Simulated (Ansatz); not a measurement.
# Lattice heat capacity of rocksalt AgCl and KCl against T/θ from LDA phonons

AgCl and KCl share the rocksalt structure and the chloride ion, but K⁺ has a closed argon-like shell and nearly the mass of Cl⁻, while Ag⁺ is about three times as heavy as Cl⁻ and carries a filled, easily deformed 4d shell. We examine whether their heat capacities nevertheless fall on one curve once temperature is divided by a Debye temperature θ. Such a scaling would let one number per crystal supply the thermal data needed for heat-flow models and phase stabilities. The quantities are harmonic, at constant volume and per mole of atoms, from LDA phonons at the static cell. They are measured against the classical limit of 24.94 J/(mol K) and against the Debye function with θ taken from the second moment of the phonon spectrum.

## Set-up

Known crystals without imaginary modes on mesh or path. The structures stem from cells from the Materials Project (structure alone), measured cells of the Crystallography Open Database, directly or through a relaxation at another level; cell and atoms were relaxed at zero pressure at each row's own level, inside the symmetry of the start, with no thermal or zero-point expansion. Program: Ansatz 0.2.0, plane waves, LDA, the program's default PAW potentials, scalar-relativistic without spin-orbit coupling, no spin polarisation. Wave-function cutoff 420 eV (the default for the potentials of each cell); on the k meshes (Γ-centred) the least product of divisions and cell-vector length runs from 30 to 35 Å, relaxations included. Residual pressures at rest stay under 0.01 GPa. Occupations: fixed. Harmonic modes at natural masses come from linear response (density functional perturbation theory), with the acoustic sum rule imposed. The sums run over phonons interpolated from the q mesh of each crystal (span 9 Å or more), at the static cell. The tabled runs alone: cutoff 420 eV, k length 30 to 34 Å, k mesh 8×8×8. The rows are a selection of points from finer curves.

Notes on method and selection:

- The second moment fixes the approach to the classical limit: C ≈ 3R(1 − θ²/(20T²)). At low T the lowest branches decide.
- Harmonic lattice part alone: no electronic or expansion terms. The 50 K rows are the least sure on these meshes.
- Runs that did not converge, have known faults or may not be shown are not listed, and runs on Ansatz's PAW sets soft_1 and soft_2 are kept to separate tables.

Columns:

- T over θ: temperature over the second-moment Debye temperature of the crystal.
- Debye temperature (K): Debye temperature from the second moment of the phonon density of states, (ħ/k)·√(5⟨ω²⟩/3).
- mass ratio: heaviest over lightest atomic mass.
- heat capacity (J/(mol K)): harmonic lattice heat capacity at constant volume per mole of atoms (classical limit 24.94).
- entropy (J/(mol K)): harmonic vibrational entropy per mole of atoms.

## Numbers

| member | crystal | T over θ | temperature (K) | Debye temperature (K) | mass ratio | heat capacity (J/(mol K)) | entropy (J/(mol K)) |
| --- | --- | --- | --- | --- | --- | --- | --- |
| 50 K | AgCl (rocksalt) | 0.219 | 50 | 228 | 3.04 | 13.00 | 9.63 |
| 100 K | AgCl (rocksalt) | 0.439 | 100 | 228 | 3.04 | 19.92 | 21.18 |
| 150 K | AgCl (rocksalt) | 0.658 | 150 | 228 | 3.04 | ? | ? |
| 200 K | AgCl (rocksalt) | 0.877 | 200 | 228 | 3.04 | 23.43 | 36.40 |
| 300 K | AgCl (rocksalt) | 1.316 | 300 | 228 | 3.04 | 24.24 | 46.09 |
| 500 K | AgCl (rocksalt) | 2.193 | 500 | 228 | 3.04 | 24.68 | 58.60 |
| 800 K | AgCl (rocksalt) | 3.509 | 800 | 228 | 3.04 | 24.84 | 70.25 |
| 50 K | KCl (rocksalt) | 0.202 | 50 | 247 | 1.10 | 9.88 | 4.86 |
| 100 K | KCl (rocksalt) | 0.405 | 100 | 247 | 1.10 | 18.81 | 14.99 |
| 150 K | KCl (rocksalt) | 0.607 | 150 | 247 | 1.10 | 21.88 | 23.30 |
| 200 K | KCl (rocksalt) | 0.810 | 200 | 247 | 1.10 | 23.14 | 29.79 |
| 300 K | KCl (rocksalt) | 1.215 | 300 | 247 | 1.10 | 24.12 | 39.39 |
| 500 K | KCl (rocksalt) | 2.024 | 500 | 247 | 1.10 | 24.64 | 51.87 |
| 800 K | KCl (rocksalt) | 3.239 | 800 | 247 | 1.10 | 24.82 | 63.50 |

Cells marked ? are withheld until the estimate has been made.

## The trend and its physics

From 200 K upward the two crystals share one curve to within a few hundredths of a J/(mol K); at 50 K they clearly do not. The yardstick is the Debye function, C = 3 × 24.94 × (T/θ)³ ∫₀^(θ/T) x⁴eˣ/(eˣ − 1)² dx, with θ = 228 K for AgCl and 247 K for KCl.

At 50 K it gives about 10.6 J/(mol K) for AgCl and 9.4 for KCl, where the phonon sums give 13.00 and 9.88. The excess is thus about 2.4 for AgCl and 0.5 for KCl. At 100 K it has shrunk to about 0.4 and 0.1. The 50 K values are the least sure on these q meshes, but the AgCl excess at 100 K has the same sign.

The convergence on warming follows from C ≈ 3R(1 − θ²/(20T²)): near the classical limit only the mean square frequency matters, and θ was defined to reproduce it. On cooling, the high branches freeze out and the lowest ones decide. A crystal with more weight at low frequency than a Debye spectrum of equal second moment then lies above the curve.

The entropy shows the same difference in spectral shape, and there it does not fade with heating. At 500 K AgCl exceeds KCl by 58.60 − 51.87 = 6.73 J/(mol K). The two Debye temperatures account for only 24.94 × ln(247/228) = 2.0 of this, because entropy follows the mean logarithm of the frequencies, which soft modes pull down strongly. One second-moment θ therefore serves the heat capacity of warm AgCl but not its entropy.

Unequal masses act in this direction: the light ion dominates the mean square frequency, while the heavy one keeps the acoustic branches low. If both ions felt equal on-site force constants, a mass ratio r would add 24.94 × ½ ln[(1 + r)/(2√r)], about 1.8 J/(mol K) for r = 3.04 and almost nothing for r = 1.10. Soft shear-like motion, helped by the deformable 4d shell of Ag⁺, is a likely further contribution.

The 800 K row of AgCl is a formal harmonic value, since the real crystal has melted by then.

## Estimating the withheld member

Plain estimates from the members shown:

- 150 K (AgCl (rocksalt)), straight-line interpolation between 100 K and 200 K: w = (0.658 − 0.439) / (0.877 − 0.439) = 0.500, so 19.92 + 0.500 × (23.43 − 19.92) = 21.68 J/(mol K)
- 150 K (AgCl (rocksalt)), from its own KCl (rocksalt) value plus the mean shift AgCl (rocksalt) − KCl (rocksalt) over the other 6 members (+0.78, standard deviation 1.1): 21.88 + 0.78 = 22.66 J/(mol K)

The straight line between 100 and 200 K must come out too low, because the heat capacity bends over towards its limit. The mean shift from KCl is inflated by the 50 K pair, which differs by 13.00 − 9.88 = 3.12 J/(mol K), against 19.92 − 18.81 = 1.11 at 100 K and 23.43 − 23.14 = 0.29 at 200 K. We instead use the high-temperature expansion with AgCl's own θ and fix its next two terms from AgCl's neighbouring rows:

C = 24.94 × (1 − θ²/(20T²)) + a·u² − b·u³, with u = (100 K/T)².

The first part gives 24.94 × (1 − 228²/(20 × 100²)) = 18.46 at 100 K and 24.94 × (1 − 228²/(20 × 200²)) = 23.32 at 200 K, leaving remainders of 19.92 − 18.46 = 1.46 and 23.43 − 23.32 = 0.11. Hence a = (64 × 0.11 − 1.46)/3 = 1.86 and b = 1.86 − 1.46 = 0.40.

At 150 K, u = (100/150)² = 0.4444 and the first part is 24.94 × (1 − 228²/(20 × 150²)) = 22.06. The remainder is 1.86 × 0.4444² − 0.40 × 0.4444³ = 0.33, so C = 22.06 + 0.33 = 22.39 J/(mol K).

The same route can be tested on KCl. Its remainders are 18.81 − 24.94 × (1 − 247²/(20 × 100²)) = 1.48 and 23.14 − 24.94 × (1 − 247²/(20 × 200²)) = 0.10, so a = (64 × 0.10 − 1.48)/3 = 1.64 and b = 1.64 − 1.48 = 0.16. At 150 K this gives 24.94 × (1 − 247²/(20 × 150²)) + 1.64 × 0.4444² − 0.16 × 0.4444³ = 21.87, against 21.88 in the table. As a check on AgCl itself, integrating C/T from 100 to 200 K with this form gives an entropy gain of 24.94 × (ln(2) − 0.375 × 228²/(20 × 100²)) + 1.86 × (1 − 1/16)/4 − 0.40 × (1 − 1/64)/6 = 15.23 J/(mol K); the table has 36.40 − 21.18 = 15.22.

The KCl miss and the rounding of θ and of the 200 K value each contribute about 0.01, and we take 0.02 as one standard deviation.

**Committed estimate, 150 K (AgCl (rocksalt)): heat capacity = 22.39 ± 0.02 J/(mol K).**

## Check

| member | crystal | T over θ | temperature (K) | Debye temperature (K) | mass ratio | heat capacity (J/(mol K)) | entropy (J/(mol K)) |
| --- | --- | --- | --- | --- | --- | --- | --- |
| 150 K | AgCl (rocksalt) | 0.658 | 150 | 228 | 3.04 | 22.39 | 29.80 |

| member | estimate | heat capacity (J/(mol K)) | computed | estimate − computed | miss in error bars |
| --- | --- | --- | --- | --- | --- |
| 150 K (AgCl (rocksalt)) | committed | 22.39 | 22.39 | 0.00 | 0.0 |
| 150 K (AgCl (rocksalt)) | interpolation | 21.68 | 22.39 | −0.71 |  |
| 150 K (AgCl (rocksalt)) | shift from KCl (rocksalt) | 22.66 | 22.39 | +0.27 |  |

The estimate of 22.39 J/(mol K) agrees with the computed value to the printed digits, well inside its error bar of 0.02. The straight line fell 0.71 too low and the shift from KCl came out 0.27 too high, both in the direction we had expected: the first ignores the curvature, and the second carries the large 50 K difference to a temperature where it no longer applies.

The expansion in 1/T² held, with its first term set by θ and the next two by the neighbouring rows. Those rows lie close on either side and the curve is smooth, so the agreement tests the interpolation and not the cause of AgCl's excess.

The fitted coefficients do say something about the spectrum. The u² term, which measures the mean fourth power of the frequencies, is 1.86 J/(mol K) for AgCl. For a Debye spectrum with the same θ, the series of the Debye function has the term 3R·θ⁴/(560T⁴), which at 100 K, where u = 1, gives 24.94 × 228⁴/(560 × 100⁴) = 1.20. Rounding of θ and of the 200 K value leaves the fitted coefficient uncertain by about 0.2, less than this gap. The squared frequencies of AgCl are therefore spread more widely than in a Debye spectrum of equal second moment, which accounts for the first departure of its heat capacity from the Debye curve on cooling.

## Outliers

AgCl at 50 K stands farthest from the Debye curve, about 2.4 J/(mol K) above it. The likeliest reason is a group of low-lying branches that are already excited at this temperature, while the second-moment θ is weighted towards the high ones. Errors of the q mesh are largest here and may change the size of the excess. Its sign is supported by the warmer rows, where the excess falls steadily, to about 0.4 at 100 K and 0.1 at 150 K.

KCl at 50 K lies about 0.5 above its own Debye value. Its masses are nearly equal, so this smaller excess has to come from the shape of the branches or from the mesh.

The entropy indicates that unequal masses are not the whole story for AgCl. Of the 6.73 J/(mol K) by which it exceeds KCl at 500 K, the Debye temperatures account for 2.0 and the masses, with equal on-site force constants, for about 1.8. The remaining 6.73 − 2.0 − 1.8 = 2.9 points to force constants that leave some modes of AgCl unusually soft. Easy deformation of the Ag⁺ 4d shell is a plausible origin.

## What to take away

For these two crystals a single second-moment θ gives the harmonic heat capacity to about 0.04 J/(mol K) in the rows from 200 K upward (T/θ of 0.8 or more). At 150 K it misses by 0.11 for AgCl and 0.02 for KCl. Adding the values at 100 and 200 K brings the 150 K estimate within about 0.01 for both. For phase stabilities, which also need the entropy, this one number is not enough in AgCl. Two rocksalt chlorides are too few to carry these margins over to other structures.

At 300 K, AgCl takes up 2 × 24.24 = 48.48 J/(mol K) per mole of formula units and KCl 2 × 24.12 = 48.24. Chlorine is the lighter atom in both, so the mass ratios give the comparison per gram: KCl takes up (48.24 / 48.48) × (3.04 + 1) / (1.10 + 1) = 1.91 times as much as AgCl, a contrast that comes almost entirely from the molar masses.

A measurement at constant pressure includes the heat taken up as the crystal expands, which adds α²BVT (α the volume expansion coefficient, B the bulk modulus, V the volume per mole of atoms). At 300 K this term is larger than the 24.24 − 24.12 = 0.12 J/(mol K) that separates the two crystals. In AgCl, silver interstitials and vacancies raise the heat capacity further as melting is approached.
